## How far up the ladder: CH₂ and GaH side by side

How many electrons must be allowed to move together before the energy of a molecule is right to within the accuracy that chemistry needs? Hartree-Fock lets each electron feel only the average field of the others. The levels above it let two, three and four electrons avoid one another jointly, and each extension costs more than the last. Whether the next one is worth its price depends on what the present one leaves out.

Ansatz 0.2.0 calculations on neutral triplet CH₃Ga at a stretched PBE0/def2-TZVP geometry, with a C–Ga distance of 6.5 Å. All levels use the cc-pVDZ basis without relativity, and the correlated levels keep the atomic cores frozen, including the gallium 3d shell. BCCD(T) starts from restricted orbitals.

| level | this level less the reference (UCCSDT(Q), same basis) (meV) |
| --- | --- |
| RHF | 5182.8 |
| UHF | 5071.2 |
| RMP2 | 1192.2 |
| UMP2 | 1181.9 |
| RCCSD | 93.0 |
| UCCSD | 91.6 |
| RCCSD(T) | 21.3 |
| UCCSD(T) | 20.7 |
| BCCD(T) | 21.5 |
| RCCSDT | 3.5 |
| UCCSDT | 2.7 |
| RCCSDT(Q) | 0.8 |

The formula CH₃Ga suggests a methyl group on gallium, but the coordinates show two separate pieces, CH₂ and GaH, with carbon and gallium 6.5 Å apart. Neither piece has relaxed to its own equilibrium shape. The triplet can be assigned to CH₂, which carries the two unpaired electrons, while GaH has a closed shell. The computed forces support this: they widen the H–C–H angle, as expected for triplet CH₂, whereas singlet CH₂ would prefer a narrower angle than the present one. The errors are therefore those of two small molecules added together, and no bond is half broken. An error here means the total energy of a level less that of UCCSDT(Q) in the same basis. The letters R and U tell whether electrons of opposite spin must share their orbitals in pairs or may have different ones.

### Pairs: from UMP2 to UCCSD

UHF lies about 5.07 eV above the reference, and this is the correlation energy to be recovered. Most of it comes from pairs. Two electrons repel each other, and the wavefunction lowers its energy by mixing in configurations in which both have moved to empty orbitals, so that they keep apart. UMP2 estimates this gain in one step and recovers 77% of the correlation energy. That sounds good until the remainder is put into energy units, for it is still 1.2 eV.

UCCSD treats the same kind of excitation but finds the weights of the excited configurations by iteration, so that these configurations also act on one another. Its error is 92 meV. The large step from UMP2 to UCCSD thus comes mainly from treating pairs properly, before any joint motion of three electrons has been added.

A likely reason lies in the energy that MP2 assigns to an excited configuration. It takes the difference of the orbital energies and stops there. An empty Hartree-Fock orbital, however, describes an extra electron that feels the repulsion of all the electrons already present. An excited electron has left a hole behind, and the hole attracts it. The excited configuration therefore usually lies lower than the orbital energies say, mixes in more strongly and gives more correlation energy than MP2 finds.

A count makes this quantitative. Let $n$ electrons be excited, let $\Delta$ be the typical orbital gap for one of them, and let $J$ be a typical Coulomb interaction between any two of the charges involved, electrons or holes. There are $n^2$ attractions between electrons and holes. Against them stand $n(n-1)/2$ repulsions among the electrons and as many among the holes. The excitation energy is then

$$
E_n \approx n\Delta + n(n-1)J - n^2J = n(\Delta - J),
$$

whereas the one-step estimate uses $n\Delta$. In second-order perturbation theory the energy gain is the square of a coupling divided by the excitation energy. With the same coupling in both cases, the one-step estimate recovers the share

$$
s \approx \frac{\Delta - J}{\Delta}.
$$

The number $n$ has dropped out. A triple excitation has more attractions to neglect than a double one, but its orbital gap is larger in the same proportion. To this crude approximation, a one-step treatment should fall short by the same fraction for triples as for pairs.

### Triples: from UCCSD(T) to UCCSDT

Three electrons moving together matter less than two because the Hamiltonian contains only interactions between pairs. A genuine triple correlation arises when two electrons have already been excited and one of them, or the hole it left, disturbs a third. This takes an additional interaction, and its effect on the energy is correspondingly smaller. Independent pair motions in CH₂ and GaH are another matter, since coupled cluster already contains their products at the level of pairs. With the fragments so far apart, the triples that remain to be added belong to one fragment or the other.

UCCSDT iterates the triples fully, whereas UCCSD(T) adds them in one step after the pairs have converged. The (T) correction is therefore to triples roughly what MP2 is to pairs, except that it starts from much better pair weights. It brings the error down from 92 to 21 meV. Full triples bring it down to about 3 meV.

The share $s$ can now be taken from the pairs and tried on the triples. UMP2 recovers $5071.2-1181.9=3889.3$ meV, and UCCSD recovers $5071.2-91.6=4979.6$ meV, so that

$$
s=\frac{3889.3}{4979.6}=0.781.
$$

The (T) step is $91.6-20.7=70.9$ meV. If this is the same share of the full triples step, that step should be $70.9/0.781=90.8$ meV, and (T) should fall short by about 20 meV. The two triples rows of the table give $20.7-2.7=18.0$ meV.

The estimate is about 10% too high. It contains no adjustable constant, and the UCCSDT value did not enter it. The restricted levels agree equally well, but they describe the same molecules and are hardly a second test. The agreement supports the picture of neglected attractions without establishing it, because the count treats every Coulomb interaction as equal, ignores exchange and leaves out the couplings between different excited configurations. A single agreement of this kind may also be partly accidental. Nor can the model supply the small error that remains after full triples: it would put this at $91.6-90.8=0.8$ meV, well below the tabulated 2.7 meV.

The argument also shows where to be careful. It needs an orbital gap that stays well above the interaction $J$. If filled and empty orbitals come close in energy, as they do when a bond is pulled apart, a one-step estimate can fail badly and in either direction. The two fragments here are far from that situation: one determinant dominates, and the spin contamination of UHF is slight.

### What does not replace the next step

A poor MP2 energy may raise the suspicion that several configurations are needed from the start. A second-order calculation of this kind, NEVPT2 built on four electrons in four orbitals, still misses about 1.16 eV. It improves on RMP2 by only about 30 meV. The run carried a warning and tests a single choice of orbitals, so its value is a rough guide. It fits the view that the missing energy is spread over many weak excitations, which a small active space leaves to second order.

Better orbitals are another possible remedy. BCCD(T) adapts its orbitals to the correlated wavefunction, yet its error agrees with that of RCCSD(T) to within 0.2 meV. The $T_1$ diagnostic, which measures how strongly single excitations adjust the orbitals, is about 0.01 for the unrestricted reference, below the usual warning level of 0.02. Both findings show that the orbitals are adequate. The shortfall of (T) lies in its treatment of triples, which neither of them probes.

The choice between restricted and unrestricted orbitals loses importance for a similar reason. UHF lies 112 meV below RHF because the unpaired electrons act differently on electrons of the two spins, and UHF can respond to this. At MP2 the difference is about 10 meV, and from CCSD upwards it is below 2 meV, since the single excitations make up for the restriction. For these fragments, the starting orbitals of a coupled-cluster calculation may therefore be chosen for convenience.

### Choosing a level

Two yardsticks are useful: 1 kcal/mol is 43 meV, and 1 kJ/mol is about 10 meV. They apply to energy differences, whereas the table holds errors of total energies, which partly cancel when two structures are compared. One structure cannot show how much cancels, but it does show how much would have to. For 1 kcal/mol, UMP2 would need all but about 4% of its error to cancel, while UCCSD would need about half. UCCSD(T) meets that target without any cancellation, but for 1 kJ/mol it too needs half of its error to cancel.

The price can be judged from formal scaling. If the number of electrons and the basis both double, the work grows by a factor of 32 for MP2, 64 for CCSD, 128 for CCSD(T) and 256 for CCSDT. CCSD and CCSDT pay their price in every iteration, whereas (T) pays its own only once. This is why (T) is such a good bargain here: a single additional step removes about three quarters of the CCSD error.

For these fragments, MP2 is suited at most to a first survey of energy differences in which errors of some tenths of an electronvolt can be tolerated, and even this requires that most of its error in the total energy cancels. CCSD(T) is the sensible standard for chemical accuracy, and CCSD alone is a compromise that relies on cancellation. Full triples become worth their cost when 1 kJ/mol matters and the larger error of the basis has been dealt with. The (Q) step changes the energy by only about 3 meV, and the UCCSDT error is this same step by construction. Since (Q) is itself a one-step estimate, the reference has an error of its own. It is expected to be of the order of 1 meV, and the table does not show its sign.

A small error in the table is still not a small error against nature. The double-zeta basis leaves out correlation energy that is roughly of the order of an electronvolt for molecules of this size. The frozen 3d shell of gallium and the absence of relativity come on top. Going from CCSD(T) to CCSDT in this basis would repair 18 meV and leave those larger defects untouched.

The better plan is to divide the task. CCSD(T) is run in a large basis, and the difference between CCSDT and CCSD(T) is added from a small one. Enlarging the basis at a fixed number of electrons raises the work with the fourth power of the number of empty orbitals for CCSD(T), but with the fifth for CCSDT. The division assumes that the correction for full triples depends much less on the basis than the pair energy does. This is usually reasonable, and it should be checked with a second basis when the last few meV matter.
